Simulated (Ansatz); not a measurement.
## Al: energy change per atom and pressure as volume scale varies

Plane-wave DFT, scalar-relativistic PAW made under PBE with cores redone for the functional, no dispersion; the given relaxed cell is scaled uniformly, energy at zero smearing counts from the unscaled cell, pressure at the given Fermi-Dirac smearing is positive in compression. The results are calculated, by Ansatz 0.2.0.

The cell before it is scaled or strained (space group Im-3m, No. 229):
```
Al
1.0
     -1.6567     1.6567     1.6567
      1.6567    -1.6567     1.6567
      1.6567     1.6567    -1.6567
Al
1
Direct
  0.00000 0.00000 0.00000
```

Settings of every row: spin polarised no; functional BLYP; wave cutoff 420 eV; smearing width 0.1 eV; k mesh 15x15x15.

Atom starting moment: 0 on all atoms.

Limits: the cell comes from a prototype or a list of computed structures and needn't be the stable phase.

| row | volume scale | V (Å³/atom) | energy change per atom (meV) | pressure (GPa) |
| --- | --- | --- | --- | --- |
| 1 | 0.88 | 16.006 | 47.97 | 8.13 |
| 2 | 0.92 | 16.733 | ? | ? |
| 3 | 0.96 | 17.461 | 4.25 | 2.07 |
| 4 | 1.04 | 18.916 | 4.29 | -1.71 |
| 5 | 1.08 | 19.643 | 15.34 | -3.02 |
| 6 | 1.12 | 20.371 | 31.7 | -4.06 |

Question: what energy change per atom and pressure should row 2 give?

Worked fit of energy change per atom. Take u = (V_r/V)^(2/3) − 1 with V_r = 18.916 Å³ an atom, which is twice the finite (Eulerian) strain; such expansions in the strain, on which the Birch-Murnaghan equation of state is built, carry the rest volume and the bulk modulus. The shown rows have u = 0.1178, 0.05481, 0, -0.02483, -0.0482. Least squares give energy change per atom = 4.019 − 303.445 × u + 5735 × u² meV; a straight line predicts inner rows, each left out in turn, worse (root mean square 19 against 0.61 meV). The rows lie off it by 0.11, -0.37, 0.27, 0.25, -0.27 (root mean square 0.27 meV). The withheld row has u = 0.08518, so the fit gives 4.019 − 303.445 × (0.08518) + 5735 × (0.08518)² = 19.78 meV.

The calculation gave 19.28 meV. The fit lies 0.50 meV (2.6 % of the value, 1.1 % of the column's range) above it; its largest miss of a shown row is 0.37 meV.

Worked fit of pressure. Take u = (V_r/V)^(2/3) − 1 with V_r = 18.916 Å³ an atom, which is twice the finite (Eulerian) strain; such expansions in the strain, on which the Birch-Murnaghan equation of state is built, carry the rest volume and the bulk modulus. The shown rows have u = 0.1178, 0.05481, 0, -0.02483, -0.0482. Least squares give pressure = −1.734 + 58.158 × u + 216.37 × u² GPa; a straight line predicts inner rows, each left out in turn, worse (root mean square 0.73 against 0.056 GPa). The rows lie off it by 0.01, -0.03, 0.02, 0.02, -0.03. The pressure vanishes at u = 0.0271, or V = 18.17 Å³ an atom, and there the bulk modulus at fixed shape and fractions is B = −V dP/dV = (2/3)(1 + u) dP/du = 47.8 GPa. The withheld row has u = 0.08518, so the fit gives −1.734 + 58.158 × (0.08518) + 216.37 × (0.08518)² = 4.79 GPa.

The calculation gave 4.74 GPa. The fit lies 0.05 GPa (1.1 % of the value, 0.41 % of the column's range) above it; its largest miss of a shown row is 0.03 GPa.
